Calculated values. Tests of a norm-conserving separable RRKJ pseudopotential for Cr, made with ld1.x 7.5 (scalar-relativistic LDA-PZ; core [Ne]3s2, no core correction; radii s 1.95, p 0.85, d 1.6 bohr; d channel local). Energies are relative to the unpolarised reference ion 3p6 3d3 4s0 4p0 (charge +3); errors are all-electron minus pseudo. Spins follow Hund's rule in polarised rows.

| test configuration | test spin polarised | excitation energy all-electron (eV) | excitation error (meV) |
| --- | --- | --- | --- |
| 3p6 3d5 4s1 4p0 | no | -54.509 | 50.56 |
| 3p6 3d5 4s0 4p0 | no | -47.369 | -104.7 |
| 3p6 3d4 4s0 4p0 | no | -31.026 | -24.94 |
| 3p6 3d4 4s2 4p0 | no | -54.567 | 191.3 |
| 3p6 3d5 4s0 4p1 | no | -51.306 | -164.6 |
| 3p6 3d4 4s1 4p0 | no | -46.257 | 98.67 |
| 3p5 3d5 4s1 4p0 | no | -3.0402 | 151.8 |
| 3p6 3d3 4s0 4p0 | yes | -2.2110 | 558.2 |
| 3p6 3d5 4s1 4p0 | yes | -59.426 | 926.2 |

Each excitation energy is the all-electron LDA energy of a valence configuration relative to unpolarised Cr$^{3+}$, $3p^6\,3d^3$, so most of the large negative values are electron attachments to that ion. The excitation error is the all-electron value minus the pseudo-atom's value. A positive error means that the pseudo-atom puts the configuration too low, and it measures the potential against an all-electron atom with the same functional, not against nature. Charge does not order the errors: the three neutral unpolarised rows run from $-164.6$ to $+191.3$ meV and the three +1 rows from $-104.7$ to $+151.8$ meV. The shell that changes, and the spin, do order them.

### The first three rows: a small error made of two large ones

The first row, unpolarised $3d^5 4s^1$, is off by only 50.6 meV, 0.09 % of its energy. The second row shows this to be a cancellation: $3d^5$ carries $-104.7$ meV, and adding the 4s electron contributes $+155.3$ meV, which is 2.2 % of the 7.14 eV first ionisation energy. Taken as differences between unpolarised rows, all three steps that add a 3d electron have negative errors and all three that add a 4s electron have positive ones.

The rows $3d^4$ and $3d^5$ test a simple estimate. By Janak's theorem $\partial E/\partial n_i=\varepsilon_i$, with $n_i$ the occupation and $\varepsilon_i$ the level of shell $i$. The error $\Delta$ is therefore the integral of $\varepsilon_i^{\rm AE}-\varepsilon_i^{\rm PS}$ (all-electron minus pseudo) over the occupation. The 3d and 4s levels are matched at the reference, so the integrand starts at zero, and with $x$ added 3d and $y$ added 4s electrons

$$\Delta \approx \tfrac12 a x^2 + b\,xy + \tfrac12 c\,y^2 .$$

For $y=0$ the ratio of $3d^5$ ($x=2$) to $3d^4$ ($x=1$) must be 4, whatever $a$ is. The $3d^4$ row then predicts $4\times(-24.94)=-99.8$ meV for $3d^5$, a row not used as input; the table has $-104.7$ meV, a ratio of 4.20. Two points agree with second-order growth but cannot establish a power law, and since $\Delta$ is a sum of parts of opposite sign over steps of a whole electron, the closeness to 4 may be partly chance.

Theory offers three contributions to $\Delta$, which add and which this single potential does not separate.

The first is the frozen [Ne]$3s^2$ core. Letting a core relax can only lower the all-electron energy, so relative to the reference this part is zero or negative. It has the sign of the $3d^4$ and $3d^5$ rows and cannot produce any positive row.

The second is the energy dependence of scattering. The same run gives, for each channel, a phase built from the logarithmic derivative at 2.151 bohr, which must fall as the energy rises. Norm conservation matches the phase and its slope at the reference level, so the mismatch is quadratic nearby and has one sign on both sides. The s phases fall in all 20 intervals from $-7.04$ to 2.56 Ry only if the listed phase error is read as pseudo minus all-electron. On that reading the pseudo phase lies below the all-electron one for s and above it for p and d at all 21 energies. A lower inner phase meets the decaying outer wave at a lower energy, so s states come out overbound and p and d states underbound. That gives positive errors for adding 4s and negative ones for adding 3d, as found. The agreement is in sign only: a level mismatch quadratic in energy would by itself make $\Delta$ grow as the third power of the occupation near the reference, a ratio of 8 and not 4.20, so it cannot be the whole cause of the 3d errors. The phases also belong to the potential of the reference ion.

The third, the omitted core correction, is taken up with the spin rows.

### Rows four to six: 4s and 4p

The $3d^4 4s^2$ row has the largest unpolarised error, 191.3 meV, because two positive 4s steps (123.6 and 92.6 meV) sit on the small error of $3d^4$. These two steps fix the remaining constants exactly: $b+\tfrac12c=123.6$ and $b+\tfrac32c=92.6$ give $c=-31.0$ and $b=139.1$ meV. The 4s step on $3d^5$ should then be $2b+\tfrac12c=262.7$ meV, against 155.3 meV in the table. The quadratic form fails here by 107 meV, and $b$ and $c$ deserve no physical reading. The expansion is stretched far: the 4s level was matched at $-28.96$ eV in the ion, while these electrons are bound by 7 to 15 eV. A guess at the slower growth is that 4s swells as the charge falls, keeps less weight inside the 1.95 bohr radius and feels the faulty region less.

Opposite signs matter most where an electron moves between the shells. Going from $3d^5 4s^1$ to $3d^4 4s^2$ removes a 3d electron ($+48.1$ meV) and adds a 4s one ($+92.6$ meV), so the errors reinforce to 141 meV. The all-electron atom has $3d^4 4s^2$ lower by 58 meV and the pseudo-atom by about 200 meV: the order survives, but the error exceeds the gap. This order belongs to atoms with zero moment imposed on an open d shell. Real neutral Cr is high-spin $3d^5 4s^1$, the last row.

The most negative row, $3d^5 4p^1$, adds $-59.9$ meV to $3d^5$. The p channel was built on 3p, so 4p is its second state and was never matched; an error of first order in the occupation is allowed. The p phase error grows from 0.0002 rad near the 3p level to about 0.09 rad just above the 4s level ($-2.13$ Ry), where the 4p level of the ion is to be expected. It has the sign of an underbound level, which agrees with the negative step.

### Row seven: the 3p hole

This row looks irregular, with an error of 5.0 % of its energy, but the denominator is an accident: removing a 3p electron costs 51.469 eV and nearly cancels the $-54.509$ eV of the first row. Against that cost the step error of 101.2 meV is 0.20 %, the second smallest of the eight steps. An underbound 3p level would give the positive sign, but the phase error near 3p is tiny. The frozen core is a better candidate: removing an inner 3p electron undoes part of the screening that the two added 3d electrons imposed on the core, so the negative frozen-core part of the first row shrinks, which is a positive step. The omitted core correction should act the other way, since the hole reduces the density change near the core. Neither share is given by this run.

### The last two rows: spin

The polarised $3d^3$ row has the occupations of the reference, so no shell gains or loses an electron, and its error is 558.2 meV. The polarisation energy is $-2.211$ eV in the all-electron ion and $-2.769$ eV in the pseudo-ion, 25 % too large. For $3d^5 4s^1$ the difference of the last and first rows gives $-4.917$ eV with an error of $926.2-50.6=875.6$ meV, or 18 %. These spin errors are 2.9 and 4.6 times the largest unpolarised error.

The standard cause is the non-linearity of exchange and correlation. In local spin-density exchange the energy density is proportional to $-n^{4/3}\left[(1+\zeta)^{4/3}+(1-\zeta)^{4/3}\right]$, with total density $n$, magnetisation $m$ and $\zeta=m/n$. Expanding in $\zeta$ gives a spin energy proportional to $-\int m^2 n^{-2/3}\,d^3r$. Without a core correction $n$ is the valence density alone. Wherever core density, here notably 3s, overlaps the 3d shell, $n$ is too small, the factor $n^{-2/3}$ too large and the polarised state too stable, which is the sign found. The same factor multiplies the square of a charge change and pushes unpolarised errors upwards too. There, however, the other electrons move outwards and screen the added charge, and the two negative contributions compete in the 3d steps. The polarisation energy is essentially all exchange and correlation, so it takes the error in proportion. This attribution is argued and has not been tested by a corrected potential.

The smoothed 3d wave could also matter: its density is 0.39 of the all-electron one at 0.39 bohr and 1.20 at 0.78 bohr. The integral of the squared 3d density, by the trapezoid rule on a coarse 0.195 bohr grid for the reference ion, is 0.93 of the all-electron value. The reshaping thus does not raise $\int m^2$ itself, but the spin energy weights $m^2$ by $n^{-2/3}$, and the smoothing moves 3d density outwards to lower $n$, which works towards too much polarisation. It can therefore add a smaller share of the same sign, one that a core correction would not remove.

With Hund's-rule moments $M=3$ and 6, the error per $M^2$ drops from 62 to 24 meV, or to 35 meV if only the five d spins are counted. The two rows differ in charge, so they are not one trend in $M$. In the neutral atom 3d is more diffuse and the 4s spin lies mostly outside the core, which should lower both the exchange energy per $M^2$ (246 against 137 meV in the table) and the share exposed to core overlap.

### The ghost, and neighbouring cases

The lowest s level of this potential is a ghost at $-206.7$ eV, 177.8 eV below the 4s level it was built for. Ghosts are a known failure of the separable form; a d potential used as the local part has no Pauli repulsion from lower d shells and is strongly attractive for s waves, which favours them, though no other local channel was tried. The s channel also shows a spurious resonance: between 1.12 and 2.56 Ry its phase error changes by $-2.57$ rad while the all-electron phase moves by $-0.09$ rad. Errors below 1 eV in the five rows that hold a 4s electron show that the tests followed the 4s-like state and left the ghost empty. A solid fills the lowest states, so these errors, from spherical atoms without spin-orbit coupling, do not certify the potential there.

The arguments suggest what neighbouring series would do. With neutral $3d^5 4s^1$ as an unpolarised reference the unpolarised error would vanish there and grow, at first quadratically, towards the ions, while a spin error would remain. A core correction, or 3s moved into the valence, should shrink the spin rows most; the new potential would have to be checked for ghosts afresh. Towards Mn and Fe the 3d and 3s shells contract together and keep their overlap, so spin errors of an uncorrected potential should stay large. For Mo the nodal, more extended 4d shell has weaker exchange, and the spin error in absolute terms should be smaller for a similar choice of core.
